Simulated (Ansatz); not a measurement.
# SrO: pressure against volume per atom

All results are calculated (Ansatz 0.2.0 development build). Equation of state of a cubic crystal from periodic Kohn-Sham density functional theory without spin; pressure corrected for the finite basis.

Cell of the first row (space group Fm-3m, No. 225):
```
CELL_PARAMETERS angstrom
0.00000 2.52640 2.52640
2.52640 0.00000 2.52640
2.52640 2.52640 0.00000
ATOMIC_POSITIONS crystal
Sr 0.00000 0.00000 0.00000
O 0.50000 0.50000 0.50000
```

Settings of every row: formula SrO; structure type rock salt; functional r2SCAN; spin treatment none; k mesh 11x11x11; occupation method fermi-dirac; occupation width 0.1 eV; wave cutoff 1050 eV; datasets hand-made PAW; density cutoff ratio 5; xc grid level 2.

Limits: the SCF threshold is loose for a stress in some rows.

| row | volume per atom (Å³) | pressure (GPa) | energy above lowest point (meV/atom) |
| --- | --- | --- | --- |
| 1 | 16.126 | 6.744 | 20.73 |
| 2 | 16.651 | 3.063 | 4.81 |
| 3 | 17.177 | ? | ? |
| 4 | 17.703 | -2.68 | 4.6 |
| 5 | 18.229 | -4.907 | 17.15 |

Question: what pressure should row 3 give?

Worked fit of pressure. Take u = (V_r/V)^(2/3) − 1 with V_r = 17.177 Å³ an atom, which is twice the finite (Eulerian) strain; such expansions in the strain, on which the Birch-Murnaghan equation of state is built, carry the rest volume and the bulk modulus. The shown rows have u = 0.04299, 0.02095, -0.01991, -0.03885. Least squares give pressure = −0.051 + 140.577 × u + 404.43 × u² GPa; a straight line predicts inner rows, each left out in turn, worse (root mean square 0.39 against 0.023 GPa). The rows lie off it by 0.004, -0.009, 0.010, -0.005 (root mean square 0.0074 GPa). The pressure vanishes at u = 0.0004, or V = 17.17 Å³ an atom, and there the bulk modulus at fixed shape and fractions is B = −V dP/dV = (2/3)(1 + u) dP/du = 93.9 GPa. The withheld row has u = 0, so the fit gives −0.051 + 140.577 × (0) + 404.43 × (0)² = -0.051 GPa.

The calculation gave -0.048 GPa. The fit lies 0.003 GPa (6.2 % of the value, 0.026 % of the column's range) below it; its largest miss of a shown row is 0.010 GPa.

The other values of row 3: energy above lowest point 0 meV/atom.
